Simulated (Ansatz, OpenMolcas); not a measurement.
# From SiH4 to SiF4: predicting a member

Gas-phase molecules. On one Si centre, n of the H ligands are replaced by F. The HOMO–LUMO gap y in eV at wB97X-V/def2-TZVPP. Shapes: PBE0-D4/def2-TZVP. Programs: Ansatz 0.2.0, OpenMolcas 26.06.

| molecule | n | y (eV) |
| --- | --- | --- |
| SiH4 | 0 | 15.42 |
| SiH3F | 1 | 14.19 |
| SiH2F2 | 2 | ? |
| SiHF3 | 3 | 16.84 |
| SiF4 | 4 | 18.01 |

Q: Fit y = c + s·n to the known rows and predict SiH2F2.

A: 
1. Means of the 4 rows: n = 2.00000, y = 16.115.
2. Σ(Δn)² = 10, Σ(Δn·Δy) = 7.83, so the slope is 7.83/10 = 0.783.
3. Intercept: 16.115 − (0.783) × 2.00000 = 14.549. The largest residual of the fit is 1.14.
4. SiH2F2: 14.549 + (0.783) × 2 = 16.11 eV.

The run gave 14.75 eV, so the prediction is off by +1.36 eV, about the largest residual. The steps per swap are uneven (-1.23, +0.56, +2.09, +1.17), so a line is a poor model. Other levels give for SiH2F2: B3LYP/6-31G* (spherical functions) 10.12; BHLYP-D4/def2-TZVPP 12.48; r2SCAN0-D4/def2-TZVPP 10.77 eV. Orbital gaps aren't excitation energies, and the LUMO depends on the basis. The series isn't monotonic at this level.

The gap is smallest at SiH3F, and SiH2F2 still lies below SiH4; only from the third fluorine on does the gap exceed that of the parent hydride. This suggests two competing effects of fluorine. Its electronegativity makes silicon more positive and lowers the empty Si–H and Si–F σ* levels, which narrows the gap, while the same inductive pull stabilises the occupied levels. In the early members the highest occupied orbital retains Si–H bonding character, raised by antibonding admixture of fluorine lone pairs, so the lowering of the empty level probably prevails. As Si–H bonds disappear, the occupied edge passes to deep fluorine lone pairs, which in SiF4 form a nonbonding set held tightly by the electronegative ligands, and the gap widens. The larger wB97X-V gap for SiH2F2 probably reflects its full long-range exact exchange, which separates filled and empty levels more strongly than a global hybrid does. Without the individual orbital energies, the gaps alone can't establish how much each edge contributes to the minimum.
